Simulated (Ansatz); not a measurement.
# A series in volume scale on ZrZn

Periodic Kohn-Sham DFT of a crystal at fixed atoms, scaled to volume_scale times the given cell; pressure positive in compression, energy less spherical unpolarised free atoms, largest_vzz the field gradient of largest size among the nuclei. The results are calculated, by Ansatz 0.2.0.

The cell before it is scaled or strained (space group Pm-3m, No. 221):
```
cell vectors (Å)
   3.3360     0.0000     0.0000
   0.0000     3.3360     0.0000
   0.0000     0.0000     3.3360
atoms (fractions of the cell vectors)
Zr  0.50000  0.50000  0.50000
Zn  0.00000  0.00000  0.00000
```

Settings of every row: method frozen-core PAW; functional PBEsol; relativity scalar; k mesh 10x10x10; filling fermi-dirac; smearing width 0.08 eV; wave cutoff 420 eV; paw set soft_2.

Atom start moment: 0 on all atoms.

Limits: PAW files made with PBE.

```
row  volume scale  V (Å³/atom)  pressure (GPa)
  1          0.94       17.449            2.79
  2          0.96        17.82           0.183
  3          0.98       18.192          -2.157
  4          0.99       18.377          -3.235
  5             1       18.563               ?
  6          1.01       18.749          -5.223
  7          1.02       18.934          -6.139
  8          1.04       19.306          -7.827
  9          1.06       19.677          -9.338
```

Question: what pressure should row 5 give?

Worked fit of pressure. Take u = (V_r/V)^(2/3) − 1 with V_r = 18.563 Å³ an atom, which is twice the finite (Eulerian) strain; such expansions in the strain, on which the Birch-Murnaghan equation of state is built, carry the rest volume and the bulk modulus. The shown rows have u = 0.04212, 0.02761, 0.01355, 0.00674, -0.00662, -0.01311, -0.02582, -0.03811. Least squares give pressure = −4.2565 + 148.973 × u + 421.89 × u² + 306 × u³ GPa; a parabola predicts inner rows, each left out in turn, worse (root mean square 0.0054 against 0.0026 GPa). The rows lie off it by 0.000, -0.002, 0.003, -0.002, 0.001, -0.001, 0.000, 0.000. The pressure vanishes at u = 0.0265, or V = 17.85 Å³ an atom, and there the bulk modulus at fixed shape and fractions is B = −V dP/dV = (2/3)(1 + u) dP/du = 118 GPa. The withheld row has u = 0, so the fit gives −4.2565 + 148.973 × (0) + 421.89 × (0)² + 306 × (0)³ = -4.256 GPa.

The calculation gave -4.256 GPa. The fit meets it to the printed digit.
